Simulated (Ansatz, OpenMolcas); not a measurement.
**How methods differ on C2HCl2Si (SMILES C#C[Si](Cl)Cl)**

C2HCl2Si has 6 atoms, charge 0, and is taken as a doublet. SMILES: `C#C[Si](Cl)Cl`. The shape is that of a PBE0-D4/def2-TZVP optimisation.

```xyz
6

C     1.3245    0.4835    1.1115
C     0.5215    0.0954    0.2972
Si   -0.5044   -0.5838   -1.0218
Cl   -1.9140   -1.8306   -0.2261
Cl   -1.4060    0.9370   -2.0463
H     2.0204    0.8345    1.8394
```

Quantity: the vertical energy of the quartet above the doublet, in eV. The values are calculated.

```tsv
level	kind	program	value (eV)	less CCSD(T)/cc-pVDZ	CPU time (all runs)
U-revPBE/cc-pVDZ	GGA	Ansatz	5.00	-0.38	39 s
UBHLYP/cc-pVDZ	global hybrid	Ansatz	4.96	-0.42	53 s
UM06-2X/cc-pVDZ	hybrid meta-GGA	OpenMolcas	5.30	-0.08	2.2 min
UCAM-B3LYP/cc-pVDZ	range-separated hybrid	Ansatz	5.11	-0.27	56 s
UB2PLYP/cc-pVDZ	double hybrid	Ansatz	5.36	-0.02	65 s
UMP2/cc-pVDZ	perturbation theory	Ansatz	5.70	+0.32	28 s
UCCSD(T)/cc-pVDZ	coupled cluster or CI	Ansatz	5.38	0.00	2.8 min
UCCSD/cc-pVDZ	coupled cluster or CI	Ansatz	5.30	-0.08	2.3 min
```

UCCSD(T)/cc-pVDZ is the highest level here, not the true value. The values span 4.96 to 5.70 eV. CPU times are rough (shared hosts, several kinds of processor and program).

Every method places the quartet well above the doublet, as expected for a silyl radical with one unpaired electron and otherwise closed-shell bonding. Reaching the quartet means unpairing a bonding or lone pair; the likeliest route is a π→π* excitation of the alkyne, with its two parallel spins aligned with the electron on silicon. The cost is high because a π bond is largely given up while the nuclei stay where the doublet wants them.

The spread doesn't follow the share of exact exchange: the GGA and UBHLYP nearly coincide at the low end, while UM06-2X lies much closer to coupled cluster. UMP2 overshoots and UCCSD falls slightly below UCCSD(T), probably because the doublet, with one more opposite-spin pair, gains more from correlation. The close match of UB2PLYP is a single case and doesn't establish its accuracy for related radicals. Nor do these vertical energies locate the relaxed quartet, which could lie considerably lower if the alkyne unit bends, as triplet acetylene does.
